The level labelled $^3H_5$ looks wrong. Its quadrupole factor $B/Q$ is +127 MHz/barn in this relativistic CI calculation on Pd⁴⁺, while $^3H_6$, only 182 cm⁻¹ lower, has −691, and a pure $^3H_5$ term would have −577. The label names only the leading $LS$ term, and the last column gives that term a weight of 72 %. A minority of 28 % has reversed the sign, which a plain weighted average of the two terms involved would not do.

All rows are levels of $4d^6$, so the entries follow mainly from two hyperfine units and from the strength of spin-orbit coupling against the gaps between terms. The magnetic dipole constant $A$ of the hyperfine structure, divided by the nuclear $g$ factor $g_I=\mu/(I\mu_N)$, comes in units of $a\approx 900$ MHz. The electric quadrupole constant $B$, divided by the nuclear quadrupole moment $Q$, comes in units of $b\approx 2200$ MHz/barn. The spin-orbit constant $\zeta$ of the $4d$ electron is about 1800 cm⁻¹, a tenth of the distance from the $^5D$ ground term to the triplets but comparable with the gaps among the triplets.

Levels of Pd⁴⁺ computed with radial Dirac CI 1, a relativistic CI with a closed [Ar] 3d¹⁰ core, exchange-only KLI orbitals, Breit and model QED terms, valence Slater integrals scaled by 0.85 and a P86 correlation estimate for each configuration. The hyperfine factors A/g_I, with g_I = μ/(I μ_N), and B/Q are for point nuclear moments without core polarisation.

| level configuration | level term | J | Landé g | A/g_I (MHz) | B/Q (MHz/barn) | weight of the leading LS term (%) |
| --- | --- | --- | --- | --- | --- | --- |
| 4s2 4p6 4d6 | 5D | 4 | 1.493 | 490.1 | 1256 | 97 |
| 4s2 4p6 4d6 | 5D | 3 | 1.496 | 345.9 | 291.7 | 98 |
| 4s2 4p6 4d6 | 5D | 2 | 1.497 | 321.3 | -265.3 | 95 |
| 4s2 4p6 4d6 | 5D | 1 | 1.498 | 291.4 | -415.7 | 96 |
| 4s2 4p6 4d6 | 3P | 2 | 1.484 | 350.8 | -158.2 | n/a |
| 4s2 4p6 4d6 | 3F | 4 | 1.085 | 700.9 | 578.4 | n/a |
| 4s2 4p6 4d6 | 3H | 6 | 1.160 | 812.2 | -690.7 | 96 |
| 4s2 4p6 4d6 | 3H | 5 | 1.079 | 777.6 | 127.3 | 72 |
| 4s2 4p6 4d6 | 3F | 3 | 1.036 | 846.3 | 475.0 | n/a |
| 4s2 4p6 4d6 | 3F | 2 | 0.6864 | 1158 | 24.28 | n/a |
| 4s2 4p6 4d6 | 3H | 4 | 0.9698 | 826.5 | -179.9 | 62 |
| 4s2 4p6 4d6 | 3P | 1 | 1.458 | 258.8 | 9.82 | n/a |

Both hyperfine scales carry the same radial moment $\langle r^{-3}\rangle$, 9.547 bohr⁻³ in this run, through $a=2(\mu_0/4\pi)\mu_B\mu_N\langle r^{-3}\rangle/h$ and $b=e^2\langle r^{-3}\rangle/(4\pi\varepsilon_0h)$. In the non-relativistic form of the operators, everything else is angular and is evaluated in the sublevel $M=J$ of total angular momentum $J$:

$$g=\frac{\langle L_z+g_sS_z\rangle}{J},\qquad \frac{A}{g_I}=\frac{a}{J}\Big\langle L_z+\sum_i\big[3\hat r(\mathbf s\cdot\hat r)-\mathbf s\big]_{z,i}\Big\rangle,\qquad \frac{B}{Q}=-2b\Big\langle\sum_i C_{20,i}\Big\rangle .$$

Here $g$ is the Landé factor, $g_s$ the electron spin factor and $C_{20}=(3\cos^2\theta-1)/2$ measures how far the charge cloud departs from a sphere. $A$ has an orbital part, the field of the circulating electrons, and a spin-dipolar part, the field of their spin moments.

Spin-orbit coupling makes each level a sum $c_1|1\rangle+c_2|2\rangle+\dots$ of terms of equal $J$, and an operator $X$ then has the value $c_1^2X_{11}+c_2^2X_{22}+2c_1c_2X_{12}$. The cross term is linear in the small amplitude: a weight of 3 % is an amplitude of 0.17. Selection rules decide where it exists. The operator of $g$ and the orbital part of $A$ contain only total $L$ and $S$, so they have no element between different terms of one $J$. The quadrupole operator acts on orbits alone and joins terms of equal $S$ whose $L$ differ by up to two, while the spin-dipolar operator can also change $S$ by one.

The Landé factor is therefore a plain weighted mean and reads off the mixture. In $d^6$ only $^3H$ and $^3G$ contain $J=5$, and the Landé formula $g\approx1+[J(J+1)+S(S+1)-L(L+1)]/[2J(J+1)]$ gives $1+1/30$ and $1+1/5$ for them. With the table's weight, $0.72\times1.033+0.28\times1.200=1.080$, against 1.079 in the table. Two columns thus agree that the partner is $^3G_5$, which the same run places at 25012 cm⁻¹.

The quadrupole elements of this pair follow from a model with no constant fitted to this table, which diagonalises the Coulomb and spin-orbit energy of the 210 determinants of $d^6$ with the run's own Slater integrals (scaled by 0.85, as in the run), $\zeta$ and $\langle r^{-3}\rangle$. It mixes $^3H_5$ a little less than the run does, 79.8 % to 20.2 %. For that mixture it gives −408 MHz/barn as the weighted mean of the two terms and +4 with the cross term.

These values fix the elements, in MHz/barn:

$$B_{GG}=\frac{-408+0.798\times577}{0.202}\approx260,\qquad B_{HG}=\frac{4+408}{2\sqrt{0.798\times0.202}}\approx513 .$$

Inserting the table's weights gives

$$0.72(-577)+0.28(260)+2\sqrt{0.72\times0.28}\,(513)\approx-415+73+461\approx+120,$$

close to the tabulated 127. The row supplied its $LS$ weight to this sum, but not its $B/Q$. The cross term is the largest piece, so the sign reversal is interference between the two charge shapes. Because the two mixed levels share the sum of the two pure values, the same argument predicts for the $^3G_5$ partner $-577+260-127\approx-440$, negative although pure $^3G_5$ is positive.

$^3F_3$ repeats the pattern. The model gives it 23 % of $^3G$, which leaves the weighted mean of $B/Q$ at 162 but lifts the full value to 453, near the table's 475. The near-zero entry of $^3F_2$ is such a cancellation ending close to zero, and it is fragile: lowering $\zeta$ by a twentieth doubles the model value. The make-up of the $^3F$ and $^3P$ rows is the model's, and each of these labels covers two distinct terms of $d^6$.

The ground term shows the other side of the selection rules. $^5D$ is the only quintet of $d^6$, so all its admixtures have lower spin, and $B$ has no cross term with the leading component. The sign change of $B/Q$ along $J=4,3,2,1$ is then pure angular coupling. In $^5D_4$ five electrons of one spin form a sphere and the sixth sits in $m=2$, a flat ring with $\langle C_{20}\rangle=-2/7$. This gives $B/Q=4b/7=4\times2243/7=1282$, which is 2 % above the table's 1256.

As $J$ falls, the axis $\mathbf L$ of the ring tilts away from $\mathbf J$. With $L=S=2$ the vector model gives $\cos^2\beta=J(J+1)/24$ for the tilt angle $\beta$. The field gradient along $\mathbf J$ goes roughly as $3\cos^2\beta-1$, which vanishes at $\cos^2\beta=1/3$, between $J=3$ (one half) and $J=2$ (one quarter), where the table changes sign. The exact $LS$ ratio of $J=1$ to $J=4$ is −0.35, and the table has −0.33.

For $A$ the orbital part sets the broad trend over all rows. Since $\langle L_z+S_z\rangle=J$, the definition of $g$ gives $\langle L_z\rangle/J=(g_s-g)/(g_s-1)$, so the orbital part is close to $a(2-g)$ whatever the mixture. A low $g$ means a large orbital contribution to $J$ and a strong field at the nucleus per unit of $J$, which is what $A$ measures. For $^3F_2$, with the lowest $g$ of 0.686, the orbital part is 1196 MHz and the table's maximum is 1158. Across the twelve rows $A/g_I$ and $g$ have a correlation of −0.97.

Within $^5D$ the factor $g$ stays near 1.50, so the orbital part is fixed near $a/2$ and the fall of $A$ is spin-dipolar. For the pure term that part is $(a/28)(\mathbf L\cdot\mathbf S-2)$ with $\mathbf L\cdot\mathbf S=[J(J+1)-12]/2$, positive at $J=4$ and increasingly negative below. It takes the pure value from 521 MHz at $J=4$ down to 227 at $J=1$. The table falls less far, from 490 to 291.

The difference is the cross term that only the spin-dipolar operator can have between a quintet and a triplet. In $^5D_1$ the model finds about 3 % of triplets, which moves the weighted mean only to 234 MHz but the full value to 308. The table's $A$ lies 28 % above the pure value for this level, while its $g$ lies a fifth of a per cent below. The model also gets the direction of the shift right in all four $^5D$ rows, down for $J=4$ and 3, up for $J=2$ and 1.

All four model values remain about 20 MHz above the table. A shift common to the whole term is what a contribution proportional to the spin projection would give, and Dirac $d$ orbitals produce one. Admixed configurations with an open $s$ shell can add another through their contact field, and the outputs do not separate the two. Core polarisation has the same angular form and is left out of the calculation. It would act most strongly on rows with $g$ near 1.5, so comparisons of $A$ between $^5D$ or $^3P$ and the high-$L$ triplets are provisional as statements about the real ion.

The two $J=4$ triplets are the most thoroughly mixed rows and the place where the model fails. The table's $^3H_4$ has 62 % of its term, and assigning the rest to $^3F$ gives $0.62\times0.7995+0.38\times1.2506=0.971$, which matches its $g$ of 0.970. Spin-orbit coupling changes $L$ by at most one, so theory routes this exchange of $F$ and $H$ character through the $G$ terms with $J=4$, triplet and singlet. The model also mixes the pair strongly, but it puts the more $H$-like level lower, and its $g$ for the row labelled $^3F_4$ is too small by 0.11.

The energies suggest why the order is swapped. Against the run, the one-configuration model places $^3H_6$ about 1200 cm⁻¹ too low and $^3F_2$ about 1300 too high, a relative shift larger than $\zeta$. It places both $^3P$ levels more than 2500 cm⁻¹ too high, and its worst $A$ is $^3P_1$, 91 MHz above the table's minimum. Mixing with other configurations, present in the run and absent from the model, is known to add term shifts of which a part varies roughly as $L(L+1)$. That fits the pattern among the triplets but was not tested here.

Over all twelve rows, spin-orbit mixing lowers the rms deviation from the table from 275 to 72 MHz/barn in $B/Q$ and from 70 to 40 MHz in $A/g_I$, whereas weighted means without cross terms give almost no gain in $B$ and a loss in $A$. Fits to the same rows explain little more: three radial constants for $A$ lower the rms to 26 MHz but worsen $^5D_2$, $^5D_1$, $^3H_6$ and $^3H_4$, one scale for $B$ changes almost nothing, and tuning the Slater scale and $\zeta$ to the run's energies worsens $g$, $A$ and $B$. The model borrows its integrals from the run, so its agreement explains the calculation and is no test against measurement. The row-by-row values stand in the output below.

Output of the analysis:

```
a = 910.9 MHz, b = 2243.1 MHz/barn; table rounding: g 0.0005, A and B 0.05 to 0.5 or less
level | E run, E model (cm-1) | weight table % | model make-up % (same labels summed) | g table, pure LS, mixed
5D4 | 0 0 | 97 | 5D 97.5 3F 2.5 1G 0.0 | 1.4930 1.5012 1.4947
5D3 | 2035 2038 | 98 | 5D 98.8 3F 0.8 3D 0.4 | 1.4960 1.5012 1.4969
5D2 | 3004 3112 | 95 | 5D 96.9 3P 2.4 3D 0.6 | 1.4970 1.5012 1.4976
5D1 | 3732 3864 | 96 | 5D 96.9 3P 2.8 3D 0.3 | 1.4980 1.5012 1.4985
3P2 | 17026 19723 | - | 3P 92.4 3D 3.2 5D 2.7 | 1.4840 1.5012 1.4816
3F4 | 18539 18695 | - | 3H 47.4 3F 22.6 3G 18.9 | 1.0850 1.2506 0.9752
3H6 | 20081 18907 | 96 | 3H 95.7 1I 4.3 | 1.1600 1.1671 1.1599
3H5 | 20264 19363 | 72 | 3H 79.8 3G 20.2 | 1.0790 1.0334 1.0672
3F3 | 21099 22137 | - | 3F 75.5 3G 22.9 3D 0.8 | 1.0360 1.0835 1.0113
3F2 | 21704 23015 | - | 3F 95.7 1D 3.7 3P 0.4 | 0.6864 0.6659 0.6832
3H4 | 22131 22107 | 62 | 3F 52.3 3H 42.8 3G 3.3 | 0.9698 0.7995 1.0537
3P1 | 22776 25380 | - | 3P 90.7 3D 6.4 5D 2.9 | 1.4580 1.5012 1.4368
level | A: table, orbital from table g, rest, pure LS, weighted mean, mixed, 3-constant fit | B: table, pure LS, weighted mean, mixed, mixed zeta-5%
5D4 | 490 463 +27 521 525 509 504 | 1256 1282 1254 1266 1267
5D3 | 346 460 -114 390 395 373 338 | 292 320 317 312 312
5D2 | 321 459 -138 293 301 337 295 | -265 -275 -269 -275 -275
5D1 | 291 458 -167 227 234 308 260 | -416 -449 -433 -442 -443
3P2 | 351 471 -120 473 484 400 369 | -158 -94 -109 -178 -173
3F4 | 701 834 -133 703 871 774 734 | 578 207 -109 372 344
3H6 | 812 765 +47 824 828 817 820 | -691 -641 -668 -668 -666
3H5 | 778 839 -61 847 827 798 780 | 127 -577 -408 4 -18
3F3 | 846 878 -32 815 874 867 854 | 475 156 162 453 445
3F2 | 1158 1196 -38 1152 1139 1162 1155 | 24 142 101 11 22
3H4 | 826 938 -112 958 815 792 770 | -180 -566 -110 -133 -119
3P1 | 259 495 -236 370 423 350 300 | 10 47 26 10 11
rms, pure LS: g 0.0727 (worst 3H4 -0.1703), A 70 (worst 3H4 +131), B 275 (worst 3H5 -704)
rms, weighted mean of terms: g 0.0412 (worst 3F4 -0.1098), A 84 (worst 3F4 +170), B 270 (worst 3F4 -687)
rms, mixed, F x0.850, zeta x1.000: E 1262 cm-1, g 0.0412 (worst 3F4 -0.1098), A 40 (worst 3P1 +91), B 72 (worst 3F4 -206)
rms, mixed, F x1.000, zeta x1.000: E 3594 cm-1, g 0.0514 (worst 3F4 -0.1371), A 45 (worst 3F4 +96), B 110 (worst 3F4 -303)
rms, mixed, F x0.850, zeta x0.950: E 1208 cm-1, g 0.0439 (worst 3F4 -0.1177), A 41 (worst 3P1 +86), B 83 (worst 3F4 -234)
rms, mixed, F x0.826, zeta x0.876 (fitted to E): E 1064 cm-1, g 0.0472 (worst 3F4 -0.1266), A 43 (worst 3F4 +87), B 95 (worst 3F4 -265)
A fit, constants over a: orbital 0.994, dipolar 1.221, spin -0.027; rms 26.3 MHz, worst 3H4 56.3
B one-scale fit: scale 1.026; rms 71.3 MHz/barn
A against g: correlation -0.966, slope -1017 MHz, orbital-only slope -909 MHz; A max/min 4.47
5D B ratios to J=4, table: [ 1.     0.232 -0.211 -0.331] pure LS: [ 1.     0.25  -0.214 -0.35 ] mixed: [ 1.     0.246 -0.217 -0.349]
5D table minus pure LS, A (MHz): [-30. -44.  29.  64.] in %: [ -5.9 -11.4   9.8  28.1] g in %: [-0.54 -0.34 -0.28 -0.21]
g(3F4)+g(3H4): table 2.055, pure LS 2.050, mixed 2.029
```
